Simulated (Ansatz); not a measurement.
## Hf: energy above lowest point against volume scale

All results are calculated (Ansatz 0.2.0). Free energy against uniform scaling of the volume at fixed shape and fractions; periodic cell, basis, potentials, k mesh and filling as listed.

The cell before it is scaled or strained (space group Fm-3m, No. 225):
```
CELL_PARAMETERS angstrom
0.00000 2.22000 2.22000
2.22000 0.00000 2.22000
2.22000 2.22000 0.00000
ATOMIC_POSITIONS crystal
Hf 0.00000 0.00000 0.00000
```

Settings of every row: functional PBEsol; dispersion none; potentials PAW; wave cutoff 500 eV; density cutoff 2000 eV; k mesh 11x11x11; k shift 0x0x0; occupations fermi dirac; smearing width 0.1 eV; spin none.

Limits: coarse k mesh, up to 40 meV an atom off; no spin-orbit coupling, which can matter with elements this heavy.

```
row  volume scale  V (Å³/atom)  energy above lowest point (meV/atom)
  1           0.9       19.694                                  61.9
  2         0.925       20.241                                  29.4
  3          0.95       20.788                                   9.2
  4         0.975       21.335                                     0
  5             1       21.882                                   0.6
  6         1.025       22.429                                    10
  7          1.05       22.976                                  27.2
  8         1.075       23.523                                     ?
  9           1.1        24.07                                  81.9
```

Question: what energy above lowest point should row 8 give?

Worked fit of energy above lowest point. Take u = (V_r/V)^(2/3) − 1 with V_r = 21.608 Å³ an atom, which is twice the finite (Eulerian) strain; such expansions in the strain, on which the Birch-Murnaghan equation of state is built, carry the rest volume and the bulk modulus. The shown rows have u = 0.06378, 0.04453, 0.02613, 0.00851, -0.00837, -0.02455, -0.0401, -0.06941. Least squares give energy above lowest point = −0.85 − 38.3 × u + 16314 × u² − 4479 × u³ meV/atom; a parabola predicts inner rows, each left out in turn, worse (root mean square 0.34 against 0.013 meV/atom). All shown rows lie on it to the printed digit. Its lowest point lies at u = 0.0012, or V = 21.57 Å³ an atom, and the curvature there gives the bulk modulus at fixed shape and fractions, B = (4/9)(1 + u)² E″(u)/V = 108 GPa. The withheld row has u = -0.05504, so the fit gives −0.85 − 38.3 × (-0.05504) + 16314 × (-0.05504)² − 4479 × (-0.05504)³ = 51.4 meV/atom.

The calculation gave 51.4 meV/atom. The fit meets it to the printed digit.
